**Ionisation energies from charge +5, W to Au: term energies and spin-orbit shifts**

The table holds the energy to remove one 5d electron from the +5 ions of W to Au, from OpenMolcas CASSCF and SS-CASPT2 with spin-orbit state interaction (ANO-RCC-VDZP, DKH2), together with the spin-orbit share of the SS-CASPT2 value. The program tests Racah ground-term energies and exchange-pair counting on the spin-orbit-free part, and first-order Landé shifts on the share. The Racah form fits W to Pt within 0.02 eV but underestimates the drop at Au by 1.22 eV when $C=4B$ is assumed. First-order shifts describe W, Ir, Pt and Au, while Re and Os need an extra lowering of the $d^2$ level by 0.33 and 0.40 eV, a mixing of terms that the calculation leaves out for $d^3$ to $d^6$. A spin-orbit swing of 2.10 eV cancels the 2.04 eV half-shell drop from Pt to Au, and the sign of the remaining step differs between CASSCF and SS-CASPT2.

OpenMolcas 26.06, CASSCF state-averaged over a 14000 cm⁻¹ window and SS-CASPT2 (IPEA shift 0.25 Ha, imaginary shift 0.1 Ha, 5s and 5p correlated), with RASSI spin-orbit coupling, DKH2, ANO-RCC-VDZP, active 5d shell and orbitals optimised for the ground spin. Ionisation energies of free 5d-row ions of charge +5, between the lowest computed levels of the two charge states.

## Numerical check

```python
# Table: ionisation energy from charge +5, W to Au (eV), OpenMolcas CASSCF and SS-CASPT2 with spin-orbit
# state interaction, ANO-RCC-VDZP, DKH2. Tested: Racah term energies and exchange counting for the
# spin-orbit-free part, first-order Lande shifts for the spin-orbit share.
T = {
    'element': ['W', 'Re', 'Os', 'Ir', 'Pt', 'Au'],
    'Z': [74, 75, 76, 77, 78, 79],
    'start': ['2D3/2', '3F2', '4F3/2', '5D0', '6S5/2', '5D4'],
    'end': ['1S0', '2D3/2', '3F2', '4F3/2', '5D0', '6S5/2'],
    'cas': [63.83, 67.34, 69.22, 72.16, 74.98, 74.76],  # eV
    'pt2': [64.16, 67.71, 69.57, 72.58, 75.43, 75.49],  # eV
    'so': [0.75, 0.54, -0.47, -0.4, -1.24, 0.86],  # eV
}
import numpy as np
el = T['element']
Z, cas, pt2, so = (np.array(T[k], float) for k in ('Z', 'cas', 'pt2', 'so'))
n = Z - 73                                   # d electrons before ionisation
f = lambda v, d=2: ' '.join('%+.*f' % (d, x) for x in v)
# same runs: CASSCF energies without spin-orbit coupling
cas0 = np.array([63.07448, 66.82787, 69.66931, 72.56051, 76.2197, 73.90324])
p0 = pt2 - so
print('Rows:', ' '.join(el), '; all energies in eV')
print('Rounding: 0.005 per entry, 0.01 per step, 0.02 per step of PT2 minus share')
print('Rise W to Au, PT2: %.2f, mean step %.2f' % (pt2[5]-pt2[0], (pt2[5]-pt2[0])/5))
for lab, v in (('CASSCF', cas), ('PT2', pt2), ('share', so), ('PT2 no SO', p0), ('CASSCF no SO', cas0)):
    print('Steps %-13s %s' % (lab, f(np.diff(v))))
print('PT2 without SO:', ' '.join('%.2f' % x for x in p0))
print('PT2 - CASSCF:', f(pt2-cas), '; Au excess over mean of others %.2f' % ((pt2-cas)[5]-(pt2-cas)[:5].mean()))
b = np.array([0, 8, 7, 6, 14, 0.]); d6 = (n == 6)*1.0; one = np.ones(6)
for lab, y in (('PT2', p0), ('CASSCF', cas0)):
    print('--', lab, 'without spin-orbit')
    X = np.c_[one, n-1, b]
    c = np.linalg.lstsq(X[:5], y[:5], rcond=None)[0]
    print('Racah fit W-Pt (Au held out): a %.2f s %.2f B %.3f; residuals %s' % (*c, f(y[:5]-X[:5]@c)))
    pred = X[5]@c - 28*c[2]                  # C = 4B, rough recalled ratio
    print('  Au with C=4B: %.2f, computed %.2f, miss %+.2f; C/B needed %.1f' % (pred, y[5], y[5]-pred, (X[5]@c-y[5])/7/c[2]))
    X2 = np.c_[one, n-1, b-28*d6]
    c2 = np.linalg.lstsq(X2, y, rcond=None)[0]
    print('Racah all rows, C=4B: s %.2f B %.3f; residuals %s' % (c2[1], c2[2], f(y-X2@c2)))
    l = np.polyfit(n[:5], y[:5], 1)
    print('Pair counting (line W-Pt): slope %.2f; residuals %s' % (l[0], f(y[:5]-np.polyval(l, n[:5]))))
    print('  Au lies %.2f below that line' % (np.polyval(l, 6)-y[5]))
print('-- spin-orbit share')
k = np.array([1.5, 0.5, 0, -0.5, -1.5, 1.0]); g = [0, 4, 5]   # W, Pt, Au: one level has no shift
print('First-order coefficients (units of zeta):', f(k, 1))
print('zeta from W5+, Pt6+, Au5+:', f(so[g]/k[g]))
z = np.polyval(np.polyfit(Z[g], so[g]/k[g], 1), Z)
print('zeta linear in Z:', f(z))
print('First-order share:', f(k*z))
print('Table minus first order:', f(so-k*z))
sc = cas - cas0
print('Share at CASSCF:', f(sc))
print('PT2 share minus CASSCF share:', f(so-sc), '(rounding 0.01)')
# same runs, PT2 shares of neighbouring steps: Re +6, Re +4; Os +7, Os +6
re6, re4 = 82.20932-81.29294, 52.41881-52.84674
os7, os6 = 101.596153-100.536051, 86.22436-85.5422
for lab, e1, e2, e3, i in (('Re', -re6, -re6-so[1], -re6-so[1]-re4, 1), ('Os', -os7, -os7-os6, -os7-os6-so[2], 2)):
    z1, z3 = -e1/1.5, -e3/2; z2 = (z1+z3)/2; x = e2+2*z2; part = -x if i == 1 else x
    print('%s level shifts d1 %.2f d2 %.2f d3 %.2f; zeta d1 %.2f d3 %.2f, d2 interpolated %.2f' % (lab, e1, e2, e3, z1, z3, z2))
    print('  extra lowering of d2 %.2f; share %+.2f = first order %+.2f, extra %+.2f' % (x, so[i], so[i]-part, part))
print('-- change from the d5 ion to the d6 ion, charges +2 +3 +4 +5')
# same runs, charges +2 to +4: PT2 no SO, PT2 with SO, CASSCF with SO
d5 = np.array([[28.04585, 27.36618, 26.83691], [42.48953, 41.61392, 41.10385], [58.8601, 57.84905, 57.3425], [p0[4], pt2[4], cas[4]]])
d6r = np.array([[26.09287, 26.5476, 25.60558], [40.47475, 41.05084, 40.04519], [56.69233, 57.41221, 56.50121], [p0[5], pt2[5], cas[5]]])
D = d6r - d5
print('PT2 no SO:', f(D[:, 0]), '; PT2 with SO:', f(D[:, 1]))
print('Spin-orbit swing:', f(D[:, 1]-D[:, 0]), '; CASSCF with SO:', f(D[:, 2]))
print('PT2 - CASSCF, d5 ions:', f(d5[:, 1]-d5[:, 2]), '; d6 ions:', f(d6r[:, 1]-d6r[:, 2]))
st = np.diff(p0)
assert min(st[0], st[3]) > max(st[1], st[2]) and st[4] < -1.5
assert all(np.sign(so[i]) == np.sign(k[i]) for i in (0, 1, 3, 4, 5))
assert max(abs(so-sc)[[0, 3, 4, 5]]) < 0.012 and min(abs(so-sc)[[1, 2]]) > 0.015
assert cas[5] < cas[4] and pt2[5] > pt2[4]
```

Running it gives:

```
Rows: W Re Os Ir Pt Au ; all energies in eV
Rounding: 0.005 per entry, 0.01 per step, 0.02 per step of PT2 minus share
Rise W to Au, PT2: 11.33, mean step 2.27
Steps CASSCF        +3.51 +1.88 +2.94 +2.82 -0.22
Steps PT2           +3.55 +1.86 +3.01 +2.85 +0.06
Steps share         -0.21 -1.01 +0.07 -0.84 +2.10
Steps PT2 no SO     +3.76 +2.87 +2.94 +3.69 -2.04
Steps CASSCF no SO  +3.75 +2.84 +2.89 +3.66 -2.32
PT2 without SO: 63.41 67.17 70.04 72.98 76.67 74.63
PT2 - CASSCF: +0.33 +0.37 +0.35 +0.42 +0.45 +0.73 ; Au excess over mean of others 0.35
-- PT2 without spin-orbit
Racah fit W-Pt (Au held out): a 63.42 s 3.00 B 0.091; residuals -0.01 +0.02 -0.01 +0.02 -0.01
  Au with C=4B: 75.85, computed 74.63, miss -1.22; C/B needed 5.9
Racah all rows, C=4B: s 2.92 B 0.119; residuals +0.03 -0.08 -0.01 +0.13 -0.05 -0.02
Pair counting (line W-Pt): slope 3.23; residuals -0.18 +0.35 -0.01 -0.31 +0.15
  Au lies 5.12 below that line
-- CASSCF without spin-orbit
Racah fit W-Pt (Au held out): a 63.10 s 2.96 B 0.093; residuals -0.02 +0.02 -0.00 +0.02 -0.02
  Au with C=4B: 75.28, computed 73.90, miss -1.38; C/B needed 6.1
Racah all rows, C=4B: s 2.87 B 0.124; residuals +0.02 -0.09 +0.00 +0.15 -0.06 -0.02
Pair counting (line W-Pt): slope 3.20; residuals -0.19 +0.36 -0.00 -0.31 +0.14
  Au lies 5.37 below that line
-- spin-orbit share
First-order coefficients (units of zeta): +1.5 +0.5 +0.0 -0.5 -1.5 +1.0
zeta from W5+, Pt6+, Au5+: +0.50 +0.83 +0.86
zeta linear in Z: +0.50 +0.58 +0.65 +0.73 +0.80 +0.88
First-order share: +0.76 +0.29 +0.00 -0.36 -1.21 +0.88
Table minus first order: -0.01 +0.25 -0.47 -0.04 -0.03 -0.02
Share at CASSCF: +0.76 +0.51 -0.45 -0.40 -1.24 +0.86
PT2 share minus CASSCF share: -0.01 +0.03 -0.02 +0.00 -0.00 +0.00 (rounding 0.01)
Re level shifts d1 -0.92 d2 -1.46 d3 -1.03; zeta d1 0.61 d3 0.51, d2 interpolated 0.56
  extra lowering of d2 -0.33; share +0.54 = first order +0.21, extra +0.33
Os level shifts d1 -1.06 d2 -1.74 d3 -1.27; zeta d1 0.71 d3 0.64, d2 interpolated 0.67
  extra lowering of d2 -0.40; share -0.47 = first order -0.07, extra -0.40
-- change from the d5 ion to the d6 ion, charges +2 +3 +4 +5
PT2 no SO: -1.95 -2.01 -2.17 -2.04 ; PT2 with SO: -0.82 -0.56 -0.44 +0.06
Spin-orbit swing: +1.13 +1.45 +1.73 +2.10 ; CASSCF with SO: -1.23 -1.06 -0.84 -0.22
PT2 - CASSCF, d5 ions: +0.53 +0.51 +0.51 +0.45 ; d6 ions: +0.94 +1.01 +0.91 +0.73
```
